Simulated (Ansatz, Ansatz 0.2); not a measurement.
# Phonon-limited resistivity of ferromagnetic hcp cobalt at 273 K, compared with the measured total

## What was measured

The reference is the electrical resistivity of pure polycrystalline cobalt at 273 K, 5.6 microohm cm, taken from "CRC Handbook of Chemistry and Physics, 84th edition, Electrical Resistivity of Pure Metals" (2003, CRC Press, section 12, read from Wikipedia's data page). It is a handbook value quoted there from earlier work. What such a measurement sees is the total resistivity of a ferromagnet: scattering by phonons, by magnons and by whatever defects the sample holds. Hexagonal cobalt also conducts differently along and across its axis, so we would expect the texture of a polycrystal to influence the result. Neither the texture nor the residual resistivity of the sample is given with the value. The electronic heat capacity is calculated alongside, but is not compared here.

| compared with | measured | source's wording or label | T (K) | method |
| --- | --- | --- | --- | --- |
| rho 273 K (microohm cm) | 5.6 | 5.6 microohm cm | 273 | handbook value for the pure polycrystalline metal; quoted there from … |

Conditions are those given with the value in the passage it was taken from; "not stated" means there, and the paper may say more elsewhere. The values are a selection: others may have been left out beforehand as unlike or outlying.

## Approach

We want the cheapest level of theory that brings the resistivity at 273 K within 20 % of the handbook value, that is, between about 4.5 and 6.7 microohm cm. The width is our choice. It is tight enough to expose a badly wrong coupling or Fermi surface, and wide enough for the usual errors of a semilocal functional in a quantity that depends on phonons, matrix elements and Fermi velocities together.

The model is the perfect two-atom hcp crystal with ferromagnetic order, in which electrons are scattered by harmonic phonons only. Magnon and defect scattering are absent, so a sound phonon part should lie below the measured total, and agreement with that total would not by itself show that the phonon part is right. Thermal expansion is also left out; in a metal this stiff we expect it to matter less than the missing magnons. The calculated mean over the axes is an upper bound for a polycrystal of the same crystal.

We begin with PBE on coarse meshes and refine the phonon mesh, the electronic mesh and the scattering mesh before turning to other functionals or potentials.

System: Co, P6_3/mmc; P6_3/mmc (No. 194), 2 atoms in the primitive cell, starting cell a = 2.5074 A, c = 4.0699 A (11.08 A^3 an atom), from a measured structure; each run says which cell it uses; structure from the Crystallography Open Database.

## 1. PBE on coarse meshes

A spin-polarised PBE calculation with a 3×3×2 phonon mesh and a light scattering mesh is an inexpensive way to learn the size of the resistivity. We expect a value somewhat below the measured one, with a sampling error that only denser meshes can reveal.

**Run 1.** Ansatz 0.2: PBE, PAW set soft_1, spin-polarised, the base cell, relaxed with PBE at default settings, cutoff 420 eV, k 12x12x6, q 3x3x2, scattering mesh 18x18x8, gaussian 0.15 eV, phonons between the q points by Fourier interpolation alone.

Key lines of the input:
```
crystal:
  lattice:
    - [2.4946005468, 0.0, 0.0]
    - [-1.2473002734, 2.1603874458, 0.0]
    - [0.0, 0.0, 4.0352855091]
kpoints:
  mp_grid: { grid: [12, 12, 6] }
hamiltonian:
  xc: pbe
  pseudopotentials: { kind: paw, azcp: { folder: soft_1 } }
scf:
  occupations: { method: gaussian, width: 0.15 }
magnetization:
  spin_polarized: true
phonons:
  method: dfpt
  qmesh: [3, 3, 2]
  electrical_resistivity:
    mesh: [18, 18, 8]
    temperatures: [20.0, 50.0, 80.0, 100.0, 150.0, 200.0, 273.0, 300.0, 400.0, 500.0, 600.0, 800.0]
```

Command:
```
ansatz run input.yaml --threads 16 --pin off --max-ram 92160MiB --backend cuda --events-out ev --progress --plain --runs-dir out --max-vram 78GiB
```

Selected lines of the output:
```
SCF converged after 5 iterations

  not converged in the mesh (λ; λ_tr; the resistivity at 20 K by 19.46 %; the resistivity at 50 K by 5.29 %; the resistivity at 80 K by 5.49 %; the resistivity at 100 K by 5.41 %; the resistivity at 150 K by 5.10 %; the …
```

Converged; 76 s on GPU with 16 cores of Arm Neoverse V2, shared host. Warnings: not converged in the scattering mesh by the run's own test.

| quantity | run 1 | measured | deviation |
| --- | --- | --- | --- |
| rho 273 K (microohm cm) | 2.349 | 5.6 | −3.251 (−58.0 %) |
| gamma (mJ/(mol K²)) | 3.056 |  |  |
| lambda | 0.5107 |  |  |
| omega_log (meV) | 23.18 |  |  |
| N(EF) per formula unit (1/eV) | 0.858 |  |  |
| volume per atom (Å³) | 10.87 |  |  |

The calculated resistivity is 2.35 microohm cm, less than half of the handbook value. The sign is the one expected when magnon and defect scattering are absent, but the gap is much larger than we had anticipated. The program's own test finds the result not converged in the scattering mesh, with changes of about 5 % at most of the temperatures it lists. Changes of that size are far too small to close the gap. That test concerns the scattering mesh, however, and the phonon mesh of 3×3×2 is itself coarse for a cell of two atoms.

## 2. Denser scattering and phonon meshes

Two further PBE runs address the sampling. The first keeps the 3×3×2 phonon mesh and refines the scattering mesh, with slightly more k points along the axis; the second goes to a 6×6×3 phonon mesh at that same finer scattering mesh. We expect the phonon mesh to matter more, possibly by tens of per cent, though a factor of two would surprise us.

**Run 2.** Ansatz 0.2: PBE, PAW set soft_1, spin-polarised, the base cell, relaxed with PBE at default settings, cutoff 420 eV, k 12x12x8, q 3x3x2, scattering mesh 24x24x12, gaussian 0.15 eV, phonons between the q points by Fourier interpolation alone.

Key lines of the input, as changed from run 1:
```diff
  kpoints:
-   mp_grid: { grid: [12, 12, 6] }
+   mp_grid: { grid: [12, 12, 8] }
  phonons:
    electrical_resistivity:
-     mesh: [18, 18, 8]
+     mesh: [24, 24, 12]
```

Converged; wall time 2.1 min. Warnings: not converged in the scattering mesh by the run's own test.

**Run 3.** Ansatz 0.2: PBE, PAW set soft_1, spin-polarised, the base cell, relaxed with PBE at default settings, cutoff 420 eV, k 12x12x6, q 6x6x3, scattering mesh 24x24x12, gaussian 0.15 eV, phonons between the q points by Fourier interpolation alone.

Key lines of the input, as changed from run 1:
```diff
  phonons:
-   qmesh: [3, 3, 2]
+   qmesh: [6, 6, 3]
    electrical_resistivity:
-     mesh: [18, 18, 8]
+     mesh: [24, 24, 12]
```

Selected lines of the output:
```
  not converged in the mesh (λ; λ_tr; the resistivity at 20 K by 17.93 %; the resistivity at 50 K by 3.12 %; the resistivity at 80 K by 3.43 %; the resistivity at 100 K by 4.03 %; the resistivity at 150 K by 4.36 %; the …
```

Converged; wall time 2.4 min. Warnings: not converged in the scattering mesh by the run's own test.

| quantity | run 2 | run 3 | measured |
| --- | --- | --- | --- |
| rho 273 K (microohm cm) | 2.339 | 2.429 | 5.6 |
| gamma (mJ/(mol K²)) | 3.094 | 3.131 |  |
| lambda | 0.5071 | 0.5252 |  |
| omega_log (meV) | 23.43 | 22.92 |  |
| N(EF) per formula unit (1/eV) | 0.871 | 0.871 |  |
| volume per atom (Å³) | 10.87 | 10.87 |  |

The two refinements hardly move the resistivity. With the 3×3×2 phonon mesh retained, it changes from 2.35 to 2.34 microohm cm; with the 6×6×3 phonon mesh it is 2.43, about 4 % higher. The coupling constant and the mean phonon energy are just as steady. Our concern that the coarse phonon mesh might hide tens of per cent is not borne out at this level. The program still reports changes of about 4 % with the scattering mesh at 100 and 150 K, small beside a shortfall of more than half.

## 3. Denser electronic meshes

The ground state and the linear response still rest on a 12×12×6 k mesh, which is light for a metal with d bands near the Fermi level. We double it in each direction, first at the same scattering mesh and then with a 36×36×20 scattering mesh, so that each step changes one setting. We expect shifts of a few per cent. These runs cost more, but they give a PBE value on which the functional can be judged.

**Run 4.** Ansatz 0.2: PBE, PAW set soft_1, spin-polarised, the base cell, relaxed with PBE at default settings, cutoff 420 eV, k 24x24x12, q 6x6x3, scattering mesh 24x24x12, gaussian 0.15 eV, phonons between the q points by Fourier interpolation alone.

Key lines of the input, as changed from run 3:
```diff
  kpoints:
-   mp_grid: { grid: [12, 12, 6] }
+   mp_grid: { grid: [24, 24, 12] }
```

Selected lines of the output:
```
SCF converged after 6 iterations

  not converged in the mesh (λ; λ_tr; the resistivity at 20 K by 18.96 %; the resistivity at 50 K by 2.67 %; the resistivity at 80 K by 3.01 %; the resistivity at 100 K by 3.66 %; the resistivity at 150 K by 4.04 %; the …
```

Converged; wall time 4.3 min. Warnings: not converged in the scattering mesh by the run's own test.

**Run 5.** Ansatz 0.2: PBE, PAW set soft_1, spin-polarised, the base cell, relaxed with PBE at default settings, cutoff 420 eV, k 24x24x12, q 6x6x3, scattering mesh 36x36x20, gaussian 0.15 eV, phonons between the q points by Fourier interpolation alone.

Key lines of the input, as changed from run 4:
```diff
  phonons:
    electrical_resistivity:
-     mesh: [24, 24, 12]
+     mesh: [36, 36, 20]
```

Selected lines of the output:
```
  not converged in the mesh (λ; λ_tr; the resistivity at 20 K by 7.86 %; the resistivity at 50 K by 2.71 %; the resistivity at 800 K by 2.07 %): between neighbouring meshes, the two finest first, λ moves by 1.04 % and 3.71 %, …
```

Converged; wall time 7.9 min. Warnings: not converged in the scattering mesh by the run's own test.

| quantity | run 4 | run 5 | measured |
| --- | --- | --- | --- |
| rho 273 K (microohm cm) | 2.412 | 2.386 | 5.6 |
| gamma (mJ/(mol K²)) | 3.113 | 3.056 |  |
| lambda | 0.5138 | 0.5064 |  |
| omega_log (meV) | 23.24 | 23.24 |  |
| N(EF) per formula unit (1/eV) | 0.872 | 0.861 |  |
| volume per atom (Å³) | 10.87 | 10.87 |  |

Doubling the k mesh lowers the resistivity from 2.43 to 2.41 microohm cm, and the denser scattering mesh brings it to 2.39. The program's test now flags the resistivity only at 20, 50 and 800 K, so the value at 273 K meets its criterion. PBE with these potentials thus gives well under half of the measured resistivity, and electronic sampling does not explain the shortfall.

## 4. Smearing and a still denser phonon mesh

Two settings of the phonon calculation remain to be examined. The Gaussian width of 0.15 eV is broad for d bands and can alter the phonons and couplings, so we repeat the calculation with Fermi-Dirac occupations at 0.04 eV. Separately, we take the phonon mesh to 9×9×4, which costs more because many more wavevectors enter. Both use the 24×24×12 scattering mesh, which lay about 1 % from the denser one. We expect changes of a few per cent from each.

**Run 6.** Ansatz 0.2: PBE, PAW set soft_1, spin-polarised, the base cell, relaxed with PBE at default settings, cutoff 420 eV, k 18x18x9, q 6x6x3, scattering mesh 24x24x12, fermi-dirac 0.04 eV, phonons between the q points by Fourier interpolation alone.

Key lines of the input, as changed from run 3:
```diff
  kpoints:
-   mp_grid: { grid: [12, 12, 6] }
+   mp_grid: { grid: [18, 18, 9] }
  scf:
-   occupations: { method: gaussian, width: 0.15 }
+   occupations: { method: fermi_dirac, width: 0.04 }
```

Converged; wall time 2.9 min. Warnings: not converged in the scattering mesh by the run's own test.

**Run 7.** Ansatz 0.2: PBE, PAW set soft_1, spin-polarised, the base cell, relaxed with PBE at default settings, cutoff 420 eV, k 18x18x8, q 9x9x4, scattering mesh 24x24x12, gaussian 0.15 eV, phonons between the q points by Fourier interpolation alone.

Key lines of the input, as changed from run 2:
```diff
  kpoints:
-   mp_grid: { grid: [12, 12, 8] }
+   mp_grid: { grid: [18, 18, 8] }
  phonons:
-   qmesh: [3, 3, 2]
+   qmesh: [9, 9, 4]
```

Converged; wall time 4 min. Warnings: not converged in the scattering mesh by the run's own test.

| quantity | run 6 | run 7 | measured |
| --- | --- | --- | --- |
| rho 273 K (microohm cm) | 2.417 | 2.396 | 5.6 |
| gamma (mJ/(mol K²)) | 3.107 | 3.104 |  |
| lambda | 0.5095 | 0.5073 |  |
| omega_log (meV) | 23.39 | 23.45 |  |
| N(EF) per formula unit (1/eV) | 0.873 | 0.874 |  |
| volume per atom (Å³) | 10.87 | 10.87 |  |

Neither change matters for the comparison. Fermi-Dirac occupations at 0.04 eV give 2.42 microohm cm, and the 9×9×4 phonon mesh gives 2.40. Together with the earlier runs on the 6×6×3 phonon mesh, all values lie between 2.39 and 2.43, a spread of about 2 %. The PBE result with this set of potentials is therefore steady against sampling and smearing, and remains far below the handbook value.

## 5. Plane-wave cutoff and other potentials

All the results so far share one set of PAW potentials and a cutoff of 420 eV, so an error in either would be common to them. We raise the cutoff to 600 eV with the same potentials, and separately repeat the PBE calculation with norm-conserving PseudoDojo pseudopotentials in a cell relaxed with them. The second calculation needs a much higher cutoff and should be dearer. We expect both to stay within several per cent of the present value; a large departure would point to the potentials before the functional.

**Run 8.** Ansatz 0.2: PBE, PAW set soft_1, spin-polarised, the base cell, relaxed with PBE at default settings, cutoff 600 eV, k 18x18x9, q 6x6x3, scattering mesh 24x24x12, gaussian 0.15 eV, phonons between the q points by Fourier interpolation alone.

Key lines of the input, as changed from run 3:
```diff
  kpoints:
-   mp_grid: { grid: [12, 12, 6] }
+   mp_grid: { grid: [18, 18, 9] }
+ basis:
+   ecutwfc: 600.0
```

Converged; wall time 3 min. Warnings: not converged in the scattering mesh by the run's own test.

**Run 9.** Ansatz 0.2: PBE, PseudoDojo norm-conserving pseudopotentials, spin-polarised, cell relaxed with this functional and these potentials, cutoff 1306 eV, k 18x18x9, q 6x6x3, scattering mesh 24x24x12, gaussian 0.15 eV, phonons between the q points by Fourier interpolation alone.

Key lines of the input:
```
crystal:
  lattice:
    - [2.4948676061, 0.0, 0.0]
    - [-1.247433803, 2.160618726, 0.0]
    - [0.0, 0.0, 4.0388591663]
kpoints:
  mp_grid: { grid: [18, 18, 9] }
hamiltonian:
  xc: pbe
  pseudopotentials: { kind: nc, accuracy: standard }
scf:
  occupations: { method: gaussian, width: 0.15 }
magnetization:
  spin_polarized: true
phonons:
  method: dfpt
  qmesh: [6, 6, 3]
  electrical_resistivity:
    mesh: [24, 24, 12]
    temperatures: [20.0, 50.0, 80.0, 100.0, 150.0, 200.0, 273.0, 300.0, 400.0, 500.0, 600.0, 800.0]
```

Converged; wall time 2.9 min. Warnings: not converged in the scattering mesh by the run's own test.

| quantity | run 8 | run 9 | measured |
| --- | --- | --- | --- |
| rho 273 K (microohm cm) | 2.423 | 2.303 | 5.6 |
| gamma (mJ/(mol K²)) | 3.112 | 3.096 |  |
| lambda | 0.5117 | 0.5087 |  |
| omega_log (meV) | 23.30 | 23.28 |  |
| N(EF) per formula unit (1/eV) | 0.873 | 0.871 |  |
| volume per atom (Å³) | 10.87 | 10.89 |  |

At a cutoff of 600 eV the resistivity is 2.42 microohm cm, between the two values obtained at 420 eV with coarser and denser k meshes and the same scattering mesh. The cutoff is therefore not the source of the shortfall. The norm-conserving pseudopotentials give 2.30 microohm cm, about 5 % lower, with almost the same coupling constant, mean phonon energy and density of states. They took about as long as the PAW run at the higher cutoff, not longer as we had expected.

The change of potentials is the largest shift among these PBE checks, yet it is small against the gap and moves the result away from the handbook value. Both sets place the phonon-limited resistivity at less than half of the measured total, a clear miss of the 20 % target. Since the two sets share the functional and the linear-response code, their agreement tests neither of those.

## All runs against the measurement

| run | settings | rho 273 K (microohm cm) | deviation | cost |
| --- | --- | --- | --- | --- |
| 1 | PBE, PAW set soft_1, the base cell, relaxed with PBE at default settings, cutoff 420 eV, k 12x12x6, q 3x3x2, scattering mesh 18x18x8, gaussian 0.15 eV | 2.349 | −3.251 (−58.0 %) | 76 s GPU |
| 2 | PBE, PAW set soft_1, the base cell, cutoff 420 eV, k 12x12x8, q 3x3x2, scattering mesh 24x24x12, gaussian 0.15 eV | 2.339 | −3.261 (−58.2 %) | 2.1 min GPU |
| 3 | PBE, PAW set soft_1, the base cell, cutoff 420 eV, k 12x12x6, q 6x6x3, scattering mesh 24x24x12, gaussian 0.15 eV | 2.429 | −3.171 (−56.6 %) | 2.4 min GPU |
| 4 | PBE, PAW set soft_1, the base cell, cutoff 420 eV, k 24x24x12, q 6x6x3, scattering mesh 24x24x12, gaussian 0.15 eV | 2.412 | −3.188 (−56.9 %) | 4.3 min GPU |
| 5 | PBE, PAW set soft_1, the base cell, cutoff 420 eV, k 24x24x12, q 6x6x3, scattering mesh 36x36x20, gaussian 0.15 eV | 2.386 | −3.214 (−57.4 %) | 7.9 min GPU |
| 6 | PBE, PAW set soft_1, the base cell, cutoff 420 eV, k 18x18x9, q 6x6x3, scattering mesh 24x24x12, fermi-dirac 0.04 eV | 2.417 | −3.183 (−56.8 %) | 2.9 min GPU |
| 7 | PBE, PAW set soft_1, the base cell, cutoff 420 eV, k 18x18x8, q 9x9x4, scattering mesh 24x24x12, gaussian 0.15 eV | 2.396 | −3.204 (−57.2 %) | 4 min GPU |
| 8 | PBE, PAW set soft_1, the base cell, cutoff 600 eV, k 18x18x9, q 6x6x3, scattering mesh 24x24x12, gaussian 0.15 eV | 2.423 | −3.177 (−56.7 %) | 3 min GPU |
| 9 | PBE, PseudoDojo norm-conserving pseudopotentials, cutoff 1306 eV, k 18x18x9, q 6x6x3, scattering mesh 24x24x12, gaussian 0.15 eV | 2.303 | −3.297 (−58.9 %) | 2.9 min GPU |
|  | measured | 5.6 |  |  |

Further runs on the same system, made beside this series (convergence steps with loose settings among them):

| further | settings | rho 273 K (microohm cm) | deviation | cost | status |
| --- | --- | --- | --- | --- | --- |
| F1 | PBEsol, PAW set soft_1, files made for PBE, cell relaxed with this functional and these potentials, cutoff 420 eV, k 18x18x9, q 6x6x3, scattering mesh 24x24x16, gaussian 0.15 eV | 2.357 | −3.243 (−57.9 %) | 3 min GPU | warnings: not converged in the scattering mesh by the run's own test |
| F2 | LDA, PAW set soft_1, files made for PBE, cell relaxed with this functional and these potentials, cutoff 420 eV, k 18x18x9, q 6x6x3, scattering mesh 24x24x16, gaussian 0.15 eV | 2.627 | −2.973 (−53.1 %) | 3.1 min GPU | warnings: not converged in the scattering mesh by the run's own test |
| F3 | PBE, PAW set soft_1, the base cell, relaxed with PBE at default settings, cutoff 420 eV, k 18x18x9, q 6x6x3, scattering mesh 36x36x20, gaussian 0.15 eV | 2.398 | −3.202 (−57.2 %) | 7.8 min GPU | warnings: not converged in the scattering mesh by the run's own test |
| F4 | PBE, PAW set soft_1, the base cell, relaxed with PBE at default settings, cutoff 420 eV, k 18x18x9, q 6x6x3, scattering mesh 18x18x8, gaussian 0.15 eV | 2.412 | −3.188 (−56.9 %) | 1.7 min GPU | warnings: not converged in the scattering mesh by the run's own test |
| F5 | PBE, PAW set soft_1, the base cell, relaxed with PBE at default settings, cutoff 420 eV, k 18x18x9, q 6x6x3, scattering mesh 24x24x12, gaussian 0.4 eV | 2.471 | −3.129 (−55.9 %) | 2.8 min GPU | warnings: not converged in the scattering mesh by the run's own test |
| F6 | PBE, PAW set soft_1, the base cell, relaxed with PBE at default settings, cutoff 420 eV, k 18x18x9, q 6x6x3, scattering mesh 24x24x12, gaussian 0.15 eV | 2.419 | −3.181 (−56.8 %) | 2.8 min GPU | warnings: not converged in the scattering mesh by the run's own test |
| F7 | PBE, PAW set soft_1, database cell, unrelaxed, cutoff 420 eV, k 18x18x9, q 6x6x3, scattering mesh 24x24x12, gaussian 0.15 eV | 2.534 | −3.066 (−54.8 %) | 2.3 min GPU | warnings: not converged in the scattering mesh by the run's own test |
| F8 | PBE, PAW set soft_1, the base cell, relaxed with PBE at default settings, cutoff 420 eV, k 18x18x9, finite displacements in 6x6x3, scattering mesh 24x24x12, gaussian 0.15 eV | 2.419 | −3.181 (−56.8 %) | 6.4 min GPU | warnings: not converged in the scattering mesh by the run's own test |
|  | measured | 5.6 |  |  |  |

## Conclusion

The target was missed. PBE on the densest electronic and scattering meshes gives 2.39 microohm cm at 273 K against the measured 5.6, a shortfall of 57 % where we allowed 20 %. That run took 7.9 minutes on a GPU; the first, at 76 seconds, had already come within 2 % of its result.

The refinements established that sampling, smearing and cutoff are not to blame, though several could have been spared once the size of the gap was clear. The change to norm-conserving pseudopotentials was the more useful check, and it lowered the resistivity by about 5 %. A further calculation by finite displacements agrees with linear response to the printed digits, which settles the doubt we had left about the response code. PBEsol and LDA, used with potentials made for PBE, also miss, at 2.36 and 2.63 microohm cm.

The larger database cell raises the PBE value by only about 5 %, so thermal expansion is unlikely to close the gap. The average over axes and the variational solution are both upper bounds, and correcting either could only widen it.

A plausible main cause is physical: the measurement contains scattering by magnetic disorder, which our model omits and which can exceed the phonon part in a magnet. At 273 K, however, cobalt is far below its Curie temperature and its moments are still largely ordered, so it is not certain that this part is large enough. Defects also add resistivity, while texture could act either way. The size of each of these contributions is not shown in this report, so we cannot divide the missing 3.2 microohm cm among them, nor exclude an error in the phonon part common to the three functionals. A calculation of electron-magnon scattering would be the natural next step. As it stands, the result is an estimate of the phonon contribution, not of cobalt's total resistivity.

[Logs are printed without paths, hosts, clocks, repeated set-up lines and the standing remarks that a program may print on its own settings, such as how far it seeks lower states.]

[The runs shown are a pick from a larger set of finished runs; failed, doubtful and other runs were left out of it ahead of writing. So were measured values far from every level or from commonly accepted values, and agreement can look better than it is. Lines of input and output are excerpts and may be shortened.]
